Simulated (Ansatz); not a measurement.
## TaSiAs: pressure and energy above lowest point against volume scale

All results are calculated (Ansatz 0.2.0). Free energy against uniform scaling of the volume at fixed shape and fractions; periodic cell, basis, potentials, k mesh and filling as listed.

The cell before it is scaled or strained (space group P4/nmm, No. 129):
```
cell vectors (Å)
   3.5106     0.0000     0.0000
   0.0000     3.5106     0.0000
   0.0000     0.0000     7.8831
atoms (fractions of the cell vectors)
Ta  0.50000  0.00000  0.25600
Ta  0.00000  0.50000  0.74400
Si  0.00000  0.00000  0.00000
Si  0.50000  0.50000  0.00000
As  0.50000  0.00000  0.60900
As  0.00000  0.50000  0.39100
```

Settings of every row: functional r2SCAN; dispersion none; potentials PAW; wave cutoff 600 eV; density cutoff 2400 eV; k mesh 7x7x3; k shift 0x0x0; occupations fermi dirac; smearing width 0.1 eV; spin none.

Limits: coarse k mesh, up to 40 meV an atom off; no spin-orbit coupling, which can matter with elements this heavy.

| row | volume scale | V (Å³/atom) | pressure (GPa) | energy above lowest point (meV/atom) |
| --- | --- | --- | --- | --- |
| 1 | 0.9406 | 15.23 | 10.42 | 25.5 |
| 2 | 0.9703 | 15.711 | 4.09 | 4 |
| 3 | 1 | 16.192 | -1.3 | 0 |
| 4 | 1.0297 | 16.673 | ? | ? |
| 5 | 1.0594 | 17.154 | -9.82 | 34.7 |

Question: what pressure and energy above lowest point should row 4 give?

Worked fit of pressure. Take u = (V_r/V)^(2/3) − 1 with V_r = 15.951 Å³ an atom, which is twice the finite (Eulerian) strain; such expansions in the strain, on which the Birch-Murnaghan equation of state is built, carry the rest volume and the bulk modulus. The shown rows have u = 0.03132, 0.01016, -0.00995, -0.04732. Least squares give pressure = 1.295 + 268.78 × u + 716.6 × u² GPa; a straight line predicts inner rows, each left out in turn, worse (root mean square 0.69 against 0.02 GPa). The rows lie off it by 0.00, -0.01, 0.01, 0.00. The pressure vanishes at u = -0.0049, or V = 16.07 Å³ an atom, and there the bulk modulus at fixed shape and fractions is B = −V dP/dV = (2/3)(1 + u) dP/du = 174 GPa. Letting shape and atoms relax would as a rule lower it, by much in layered, chain or molecular crystals. The withheld row has u = -0.02908, so the fit gives 1.295 + 268.78 × (-0.02908) + 716.6 × (-0.02908)² = -5.92 GPa.

The calculation gave -5.9 GPa. The fit lies 0.02 GPa (0.099 % of the column's range) below it; its largest miss of a shown row is 0.01 GPa.

Worked fit of energy above lowest point. Take u = (V_r/V)^(2/3) − 1 with V_r = 15.951 Å³ an atom, which is twice the finite (Eulerian) strain; such expansions in the strain, on which the Birch-Murnaghan equation of state is built, carry the rest volume and the bulk modulus. The shown rows have u = 0.03132, 0.01016, -0.00995, -0.04732. Least squares give energy above lowest point = −0.01 + 197.7 × u + 19679 × u² meV/atom; a straight line predicts inner rows, each left out in turn, worse (root mean square 19 against 0.066 meV/atom). All shown rows lie on it to the printed digit. Its lowest point lies at u = -0.0050, or V = 16.07 Å³ an atom, and the curvature there gives the bulk modulus at fixed shape and fractions, B = (4/9)(1 + u)² E″(u)/V = 173 GPa. Letting shape and atoms relax would as a rule lower it, by much in layered, chain or molecular crystals. The withheld row has u = -0.02908, so the fit gives −0.01 + 197.7 × (-0.02908) + 19679 × (-0.02908)² = 10.9 meV/atom.

The calculation gave 11 meV/atom. The fit lies 0.1 meV/atom (0.29 % of the column's range) below it, one unit of the last digit.
